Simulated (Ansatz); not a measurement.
Zr: the change of energy less free atoms and pressure with volume scale

All results are calculated (Ansatz 0.2.0). Periodic Kohn-Sham DFT of a crystal at fixed atoms, scaled to volume_scale times the given cell; pressure positive in compression, energy less spherical unpolarised free atoms, largest_vzz the field gradient of largest size among the nuclei.

The cell before it is scaled or strained (space group P6_3/mmc, No. 194):
```
cell vectors (Å)
   3.2320     0.0000     0.0000
  -1.6160     2.7990     0.0000
   0.0000     0.0000     5.1470
atoms (fractions of the cell vectors)
Zr  0.33333  0.66667  0.25000
Zr  0.66667  0.33333  0.75000
```

Settings of every row: method all-electron LAPW; functional LDA; relativity scalar; k mesh 13x13x7; filling fermi-dirac; smearing width 0.03 eV; basis error target 0.25 meV/atom; nucleus gaussian.

Atom start moment: 0 on all atoms.

```csv
row,volume scale,V (Å³/atom),energy less free atoms (eV/atom),pressure (GPa)
1,0.94,21.884,-8.0846,-0.353
2,0.96,22.35,-8.0805,-2.442
3,0.98,22.815,-8.0706,-4.347
4,0.99,23.048,-8.0636,-5.237
5,1,23.281,-8.0553,-6.088
6,1.01,23.514,-8.0459,-6.902
7,1.02,23.746,-8.0353,-7.681
8,1.04,24.212,?,?
9,1.06,24.678,-7.9823,-10.468
```

Question: what energy less free atoms and pressure should row 8 give?

Worked fit of energy less free atoms. Take u = (V_r/V)^(2/3) − 1 with V_r = 23.164 Å³ an atom, which is twice the finite (Eulerian) strain; such expansions in the strain, on which the Birch-Murnaghan equation of state is built, carry the rest volume and the bulk modulus. The shown rows have u = 0.03862, 0.02414, 0.01017, 0.00335, -0.00335, -0.00995, -0.01641, -0.04133. Least squares give energy less free atoms = −8.05964 − 1.2312 × u + 15.311 × u² − 4.3 × u³ eV/atom; a parabola predicts inner rows, each left out in turn, worse (root mean square 7.3e-05 against 3.1e-05 eV/atom). All shown rows lie on it to the printed digit. The withheld row has u = -0.02907, so the fit gives −8.05964 − 1.2312 × (-0.02907) + 15.311 × (-0.02907)² − 4.3 × (-0.02907)³ = -8.0108 eV/atom.

The calculation gave -8.0108 eV/atom. The fit meets it to the printed digit.

Worked fit of pressure. Take u = (V_r/V)^(2/3) − 1 with V_r = 23.164 Å³ an atom, which is twice the finite (Eulerian) strain; such expansions in the strain, on which the Birch-Murnaghan equation of state is built, carry the rest volume and the bulk modulus. The shown rows have u = 0.03862, 0.02414, 0.01017, 0.00335, -0.00335, -0.00995, -0.01641, -0.04133. Least squares give pressure = −5.6658 + 127.201 × u + 266.99 × u² GPa; a straight line predicts inner rows, each left out in turn, worse (root mean square 0.13 against 0.0025 GPa). The rows lie off it by 0.002, -0.002, -0.002, 0.000, 0.001, 0.003, 0.000, -0.001. The withheld row has u = -0.02907, so the fit gives −5.6658 + 127.201 × (-0.02907) + 266.99 × (-0.02907)² = -9.138 GPa.

The calculation gave -9.138 GPa. The fit meets it to the printed digit.
